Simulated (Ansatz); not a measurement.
A series in volume scale on Te

All results are calculated (Ansatz 0.2.0). Plane-wave DFT, scalar-relativistic PAW made under PBE with cores redone for the functional, no dispersion; the given relaxed cell is scaled uniformly, energy at zero smearing counts from the unscaled cell, pressure at the given Fermi-Dirac smearing is positive in compression.

The cell before it is scaled or strained (space group P6_3/mmc, No. 194):
```
Te
1.0
      4.0606     0.0000     0.0000
     -2.0303     3.5166     0.0000
      0.0000     0.0000     4.3876
Te
2
Direct
  0.33333 0.66667 0.25000
  0.66667 0.33333 0.75000
```

Settings of every row: spin polarised no; functional r2SCAN; wave cutoff 500 eV; smearing width 0.1 eV; k mesh 10x10x8.

Atom starting moment: 0 on all atoms.

Limits: no spin-orbit coupling, which can matter with elements this heavy; the cell comes from a prototype or a list of computed structures and needn't be the stable phase.

```
row  volume scale  V (Å³/atom)  pressure (GPa)  energy change per atom (meV)
  1          0.88       27.567            8.93                         91.18
  2          0.92        28.82            5.22                         36.48
  3          0.96       30.073            2.26                          7.84
  4          1.04       32.579               ?                             ?
  5          1.08       33.832           -3.46                          30.7
  6          1.12       35.086           -4.64                          63.1
```

Question: what pressure and energy change per atom should row 4 give?

Worked fit of pressure. Take u = (V_r/V)^(2/3) − 1 with V_r = 30.073 Å³ an atom, which is twice the finite (Eulerian) strain; such expansions in the strain, on which the Birch-Murnaghan equation of state is built, carry the rest volume and the bulk modulus. The shown rows have u = 0.05972, 0.02878, 0, -0.07552, -0.09768. Least squares give pressure = 2.264 + 95.87 × u + 260.2 × u² GPa; a straight line predicts inner rows, each left out in turn, worse (root mean square 0.69 against 0.036 GPa). The rows lie off it by 0.01, -0.02, 0.00, 0.03, -0.02. The pressure vanishes at u = -0.0254, or V = 31.25 Å³ an atom, and there the bulk modulus at fixed shape and fractions is B = −V dP/dV = (2/3)(1 + u) dP/du = 53.7 GPa. Letting shape and atoms relax would as a rule lower it, by much in layered, chain or molecular crystals. The withheld row has u = -0.05196, so the fit gives 2.264 + 95.87 × (-0.05196) + 260.2 × (-0.05196)² = -2.01 GPa.

The calculation gave -1.97 GPa. The fit lies 0.04 GPa (2 % of the value, 0.29 % of the column's range) below it; its largest miss of a shown row is 0.03 GPa.

Worked fit of energy change per atom. Take u = (V_r/V)^(2/3) − 1 with V_r = 30.073 Å³ an atom, which is twice the finite (Eulerian) strain; such expansions in the strain, on which the Birch-Murnaghan equation of state is built, carry the rest volume and the bulk modulus. The shown rows have u = 0.05972, 0.02878, 0, -0.07552, -0.09768. Least squares give energy change per atom = 7.917 + 646.62 × u + 12448.5 × u² meV; a straight line predicts inner rows, each left out in turn, worse (root mean square 33 against 0.7 meV). The rows lie off it by 0.25, -0.36, -0.08, 0.62, -0.43 (root mean square 0.39 meV). The withheld row has u = -0.05196, so the fit gives 7.917 + 646.62 × (-0.05196) + 12448.5 × (-0.05196)² = 7.93 meV.

The calculation gave 8.75 meV. The fit lies 0.82 meV (9.4 % of the value, 0.98 % of the column's range) below it; its largest miss of a shown row is 0.62 meV.
